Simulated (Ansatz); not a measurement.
# Ligand exchange: GeH3F + SiH3(SnH3) → SiH3(GeH3) + SnH3F

Species: GeH3F (fluorogermane) `[F][GeH3]`, singlet; SiH3(SnH3), singlet; SiH3(GeH3), singlet; SnH3F `[F][SnH3]`, singlet. The partners trade F for SiH3: Ge–F and Sn–SiH3 bonds give way to Ge–SiH3 and Sn–F.

Shapes, held fixed at every level: PBE0-D4/def2-TZVP. Programs: Ansatz 0.2.0. The zero-point and thermal change to 298 K, harmonic and unscaled (PBE0-D4/def2-TZVP), is -0.9 kJ/mol.

```tsv
level	kind	ΔH(298 K) (kJ/mol)	less CCSD(T)/def2-TZVPP	CPU time (sum over the molecules)
PBE-D4/def2-TZVPP	GGA	+5.2	-7.9	14 s
B3LYP-D4/def2-TZVPP	global hybrid	+7.7	-5.4	22 s
BHLYP-D4/def2-TZVPP	global hybrid	+12.0	-1.1	16 s
PBE0-D4/def2-TZVPP	global hybrid	+9.2	-3.9	15 s
r2SCAN0-D4/def2-TZVPP	global hybrid	+10.0	-3.1	27 s
B2PLYP/def2-TZVPP	double hybrid	+10.1	-3.0	28 s
MP2/def2-SVP	perturbation theory	+15.9	+2.8	–
CCSD(T)/def2-TZVPP	coupled cluster or CI	+13.1	0.0	3.4 min
```

The highest level, CCSD(T)/def2-TZVPP, gives ΔH(298 K) = +13.1 kJ/mol; the levels span +5.2 to +15.9. The column of differences is taken from that level and isn't an error. No measured value is set beside it here. For atoms past krypton def2 sets carry core potentials with scalar relativity. Relativity is left out for Ge unless named. Correlated rows may include outer-core shells of Ge, Sn, which these sets cover unevenly. Times are processor times on shared x86 and Arm servers, and rough.

The exchange is endothermic at every level, so fluorine on germanium with silyl on tin is the enthalpically preferred pairing. This is a statement about differences: moving from germanium to tin costs more in the bond to fluorine than in the bond to silicon. Tin's more diffuse valence orbitals and longer bonds weaken both links. Its greater electropositivity makes Sn–F more polar, but this probably doesn't make up for the poorer overlap and weaker Coulomb attraction at longer range. These opposing effects largely cancel, which fits the modest +13.1 kJ/mol; the thermal term of -0.9 kJ/mol is too small to decide the sign.

Among the GGA and global hybrids, the enthalpy rises with the share of exact exchange, perhaps because semilocal exchange favours the more polar Sn–F bond. B2PLYP breaks that order, though its perturbative correlation makes it a different kind of test. The MP2 value can't be read as a pure correlation effect, since its basis is also smaller. The preference is thermodynamic and says nothing about how readily the ligands exchange.
